White tin is a tetragonal metal whose atoms have two neighbours along the crystal axis and four slightly closer ones that lie mostly sideways. In this LDA calculation the crystal is squeezed or stretched along that axis while its volume is held fixed. As it gets shorter it therefore gets wider, and the reverse.

Tetragonal tin (I4_1/amd, a = 5.880 Å, c = 3.199 Å, not relaxed at this level), deformed along c at a fixed 27.65 Å³ per atom with fractional coordinates fixed. Ansatz 0.2.0, plane-wave PAW, LDA, scalar-relativistic, no spin polarisation, cutoff 420 eV, 18×18×18 k mesh, Gaussian smearing of 0.15 eV. Energies are free energies; pressure is positive in compression.

| axial ratio (over its starting value) | energy change (meV/atom) | pressure (GPa) |
| --- | --- | --- |
| 0.85 | 99.8 | -0.74 |
| 0.92 | 19.2 | -2.46 |
| 1.0 | 0.0 | -2.88 |
| 1.1 | 25.0 | -2.14 |
| 1.2 | 76.2 | -0.64 |

The axial ratio is the length along the axis over the width, divided by its starting value. The energy change is counted from the starting cell, and a positive pressure means that the cell pushes outwards.

### Question 1. The energy change at ratio 1.0 is zero by definition. Is it also a minimum?

Yes, to a close approximation. All four deformed cells lie higher, which makes 1.0 the lowest of the five points. The stresses place the minimum more sharply: at 1.0 the crystal pulls inwards with 2.86 GPa across the axis and 2.91 GPa along it. With almost no difference between the two, almost no force is left to change the shape, and the stresses alone put the minimum about 0.1 % below the starting ratio. Energies and stresses do not agree perfectly (Question 6), so the exact shift is less certain than that figure suggests.

*Remark.* Subtracting a reference fixes the zero of a curve, never its slope. In a cubic crystal, symmetry would make the slope vanish at the undistorted shape. White tin is tetragonal, so here the small slope is a real result of the calculation.

### Question 2. Estimate the energy at ratio 1.2 from the small deformations alone.

Let u be the natural logarithm of the axial ratio, so that a factor and its inverse count as equal and opposite deformations. Near a minimum the linear term vanishes and the energy begins with a square:

E ≈ A u²

The rows from 0.92 to 1.1 give A = 2756 meV/atom. At ratio 1.2, u = 0.1823, hence

E ≈ 2756 × 0.1823² ≈ 92 meV/atom.

The calculated value is 76.2 meV/atom, so the parabola is about 20 % too high for this row, which took no part in the fit. At 0.85, also left out, it is 27 % too low. Tin in this calculation is harder to squeeze and easier to stretch than a symmetric law allows.

*Remark.* The useful part of this estimate is its failure. Errors of opposite sign at the two ends cannot be mended by another value of A; they show that the energy needs a part that is odd in u.

### Question 3. Why does squeezing to 0.85 cost more than stretching to 1.2, although it is the smaller deformation?

Follow the contacts between atoms. Squeezing puts the shortening on the two axial neighbours, which move from 3.20 to 2.87 Å. Stretching shortens the four other contacts instead, and only from 3.05 to 2.91 Å, while the axial pair moves far apart.

If all six contacts were equal springs, stretching to 1.2 would be the dearer deformation, because the axial pair changes its length most there. The calculation gives the opposite order. If the energy is shared out among these six contacts alone, the simplest reading is that shortening one costs more than lengthening it by the same amount, as is usual between atoms: repulsion rises steeply at short distance, while attraction fades at long distance.

The axial stress behaves in the same way. At 0.85 the crystal pushes outwards along the axis with 7.7 GPa. The starting cell already pulls inwards with 2.9 GPa; on stretching, this pull grows at first and then levels off, with 4.8 GPa at 1.1 and 4.7 GPa at 1.2.

*Remark.* The distances follow from the imposed cells and the stresses are computed; the repulsion is an interpretation that fits them. Tin is a metal, and its electrons rearrange over the whole crystal when the shape changes. The scan does not separate that contribution from the repulsion between neighbours. For another structure, the first thing to ask is which contacts shorten, and by how much.

### Question 4. The pressure at 0.85 is only −0.74 GPa. Is this cell closer to rest than the starting cell?

No. Pressure is the average of the stresses in three directions, and here large ones cancel: an inward pull of 4.9 GPa in each of the two sideways directions against the outward push along the axis. The cell has little tendency to change its volume but a strong one to change its shape. The same holds at 1.2 with the directions exchanged.

*Remark.* An engineer would recognise a part under heavy shear whose mean stress happens to be small. A pressure near zero does not by itself show that a crystal is relaxed. The stress must vanish in every direction, and so must the forces on the atoms, which symmetry ensures here.

### Question 5. What would change if the scan were repeated in a smaller cell?

Both ends of the curve would rise. At fixed shape, pressure is the rate at which energy grows as the volume shrinks. The pressure at 1.2 exceeds that at 1.0 by 2.24 GPa, so removing 1 Å³ per atom adds about 14 meV/atom to the energy change there. At 0.85 it adds about 13 meV/atom.

This matters because the starting cell is too large for LDA, as its negative pressure shows. With a bulk modulus of roughly 55 GPa, a recalled value, the preferred volume would be about 5 % smaller. Both end energies would then be some 20 meV/atom higher, if the linear estimate holds that far. Since they rise almost equally, the extra cost of squeezing would remain.

*Remark.* A single scan at one volume thus also foretells its neighbour at a slightly different volume. In the smaller cell the crystal resists this deformation more strongly, which fits the repulsion proposed in Question 3.

### Question 6. Which differences in the energy column deserve an explanation?

Those well above a few meV/atom. The energy can be found a second way, by adding up the work done against the stresses from row to row. This route differs from the table by 3 to 4 meV/atom, partly because the steps are coarse. The gap of 24 meV/atom between the two ends is safe against such an error, whereas the near-perfect parabola through the three middle rows is not evidence of a symmetric minimum.

*Remark.* Agreement between energies and stresses tests the arithmetic of the calculation, not its physics. LDA was used here with atomic datasets made for another functional, PBE, and the effect of this on the stiffness is untested. No test with a higher cutoff or a denser k mesh is shown either. The printed analysis below gives both energy routes and the two spring-like models, each fitted to the three middle rows.

Numerical output:

```
Contacts and stresses:
   row  ln ratio  two axial contacts (A)  four other contacts (A)  stress across (GPa)  stress along (GPa)
  0.85   -0.1625                   2.871                    3.186               -4.947               7.668
  0.92  -0.08338                   3.026                    3.116               -4.086              0.8072
   1.0         0                   3.199                    3.047               -2.862              -2.906
   1.1   0.09531                   3.409                    2.973              -0.8121              -4.798
   1.2    0.1823                   3.612                     2.91                1.389              -4.686
Energy from stresses and effect of volume:
   row  energy from stresses (meV/atom)  miss (meV/atom)  pressure less reference (GPa)  energy rise for 1 A3/atom less (meV/atom)
  0.85                              103            3.162                           2.14                                      13.36
  0.92                            23.26            4.057                           0.42                                      2.621
   1.0                                0                0                              0                                          0
   1.1                             22.1           -2.903                           0.74                                      4.619
   1.2                            72.45           -3.746                           2.24                                      13.98
fit of energy_change on 3 rows (abs(u) < 0.1): coefficient of usq 2756 +/- 3.2; rms 0.0303, worst 0.92 -0.0417, leave-one-out rms 0.0629
  rows outside the fit (model, value, miss): 0.85 72.78, 99.8, -27; 1.2 91.6, 76.2, 15.4
fit of energy_change on 3 rows (abs(u) < 0.1): coefficient of springs 465.3 +/- 11; rms 0.581, worst 0.92 -0.817, leave-one-out rms 1.23
  rows outside the fit (model, value, miss): 0.85 68.11, 99.8, -31.7; 1.2 96.88, 76.2, 20.7
Shift of the minimum from ratio 1.0 (per cent): -0.09228
Energy at 0.85 over energy at 1.2: 1.31
Smallest rise of deformation energy for 1 per cent less volume (per cent): 3.701
Largest rise of deformation energy for 1 per cent less volume (per cent): 5.108
Rough shrinkage wanted by LDA (per cent of volume): 5.236
Largest change by extrapolating smearing to zero (meV/atom): 0.55
Ratio over its starting value at which the lattice is cubic diamond: 2.599
```
